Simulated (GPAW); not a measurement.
Moving the Hubbard U on Ti d in Ti3Se

Symmetry: P-6m2, No. 187, hexagonal system. The conventional cell has a = 3.197 Å, b = 3.197 Å, c = 7.943 Å, α = 90.00°, β = 90.00°, γ = 120.00°. Around Se (site symmetry -6m2) lie 6 Ti at 2.58 Å. Around Ti (site symmetry -6m2) lie 12 Ti at 2.85 to 3.20 Å. Ti (site symmetry 3m) has 3 Se at 2.58 Å and 3 Ti at 2.85 Å as nearest neighbours.

The cell comes from a database or a generator and needn't be the stable form of this composition.

Kept alike: task band structure; functional PBEsol; k mesh 7 × 7 × 3; occupations fermi-dirac, width 0.05 eV; no spin polarisation. Program: GPAW, PAW data sets generated for this functional, cutoff 600 eV. The mesh is that of the run's cell of 4 atoms. No spin-orbit coupling.

| run | pressure (GPa) |
| --- | --- |
| A | -2.50 |
| B | 5.02 |
| C | -0.21 |
| D | 2.29 |
| E | -3.58 |
| F | -4.61 |
| G | -1.38 |

Pressure is positive in compression; the values hold the error of the finite cutoff, so their zero can differ a little from the energy's minimum. U acts here on a shell without spin polarisation. For a metal such a mesh leaves the last digits unconverged. How U acts hangs on the program's projectors.

Problem. The runs differ in the Hubbard U on Ti d alone: 0; 1; 2; 3; 4; 6; 8 eV. Which run is which?

Solution. Run A is 2 eV; run B is 8 eV; run C is 4 eV; run D is 6 eV; run E is 1 eV; run F is 0 eV; run G is 3 eV. The pressure rises from -4.61 to 5.02 GPa between 0 and 8 eV. U localises the shell and weakens its bonds, so the cell pushes outwards.

The pressure rises at every step in U, and slightly faster per eV at the upper end. At 0 eV the fixed cell is under tension and would contract; the sign changes between 4 and 6 eV. In so metal-rich a selenide, with Ti-Ti contacts from 2.85 Å, much of the cohesion should come from partly filled, mainly bonding Ti d bands, alongside Ti-Se bonding. The U term penalises fractional d occupation and, in a less than half-filled shell, tends to raise the d levels. This probably reduces the d contribution to both kinds of bond, and with it the inward pull, without requiring truly localised electrons.

The near-zero pressure at 4 eV is no evidence that this U is physically right. It shows only that the correction roughly offsets the contraction PBEsol favours at the chosen volume, which may itself reflect another functional. Broad d bands and metallic screening would argue against a large U here. Turning these pressures into equilibrium volumes would also require the compressibility at each U.
